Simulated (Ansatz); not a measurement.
# La: pressure and energy less free atoms against volume per atom

All results are calculated (Ansatz 0.2.0). Periodic Kohn-Sham DFT of a crystal at fixed atoms; pressure and stress are positive in compression; the energy is the free energy less that of spherical unpolarised free atoms; site moments are those in the method's own spheres, positive along +z.

Cell of the first row (space group P6_3/mmc, No. 194):
```
cell vectors (Å)
   3.7065     0.0000     0.0000
  -1.8532     3.2099     0.0000
   0.0000     0.0000     5.9531
atoms (fractions of the cell vectors)
La  0.33333  0.66667  0.25000
La  0.66667  0.33333  0.75000
```

Settings of every row: method all-electron LAPW; functional PBE; relativity scalar; k mesh 12x12x7; filling fermi-dirac; smearing width 0.05 eV; basis error target 1 meV/atom; nucleus gaussian.

Atom start moment: 0 on all atoms.

Limits: no spin-orbit coupling on heavy atoms.

| row | volume per atom (Å³) | pressure (GPa) | energy less free atoms (eV/atom) |
| --- | --- | --- | --- |
| 1 | 35.414 | 1.743 | -4.8165 |
| 2 | 36.901 | 0.585 | -4.8273 |
| 3 | 37.654 | 0.044 | -4.8287 |
| 4 | 38.407 | ? | ? |
| 5 | 39.913 | -1.384 | -4.8189 |

Question: what pressure and energy less free atoms should row 4 give?

Worked fit of pressure. Take u = (V_r/V)^(2/3) − 1 with V_r = 37.278 Å³ an atom, which is twice the finite (Eulerian) strain; such expansions in the strain, on which the Birch-Murnaghan equation of state is built, carry the rest volume and the bulk modulus. The shown rows have u = 0.03479, 0.0068, -0.00667, -0.04451. Least squares give pressure = 0.31 + 39.827 × u + 39.57 × u² GPa; a straight line predicts inner rows, each left out in turn, worse (root mean square 0.041 against 0.0046 GPa). The rows lie off it by 0.000, 0.002, -0.002, 0.000. The pressure vanishes at u = -0.0078, or V = 37.72 Å³ an atom, and there the bulk modulus at fixed shape and fractions is B = −V dP/dV = (2/3)(1 + u) dP/du = 25.9 GPa. Letting shape and atoms relax would as a rule lower it, by much in layered, chain or molecular crystals. The withheld row has u = -0.01969, so the fit gives 0.31 + 39.827 × (-0.01969) + 39.57 × (-0.01969)² = -0.459 GPa.

The calculation gave -0.464 GPa. The fit lies 0.005 GPa (1.1 % of the value, 0.16 % of the column's range) above it; its largest miss of a shown row is 0.002 GPa.

Worked fit of energy less free atoms. Take u = (V_r/V)^(2/3) − 1 with V_r = 37.278 Å³ an atom, which is twice the finite (Eulerian) strain; such expansions in the strain, on which the Birch-Murnaghan equation of state is built, carry the rest volume and the bulk modulus. The shown rows have u = 0.03479, 0.0068, -0.00667, -0.04451. Least squares give energy less free atoms = −4.82832 + 0.098 × u + 6.957 × u² eV/atom; a straight line predicts inner rows, each left out in turn, worse (root mean square 0.0071 against 7e-05 eV/atom). All shown rows lie on it to the printed digit. The withheld row has u = -0.01969, so the fit gives −4.82832 + 0.098 × (-0.01969) + 6.957 × (-0.01969)² = -4.8276 eV/atom.

The calculation gave -4.8277 eV/atom. The fit lies 0.0001 eV/atom (0.82 % of the column's range) above it, one unit of the last digit.
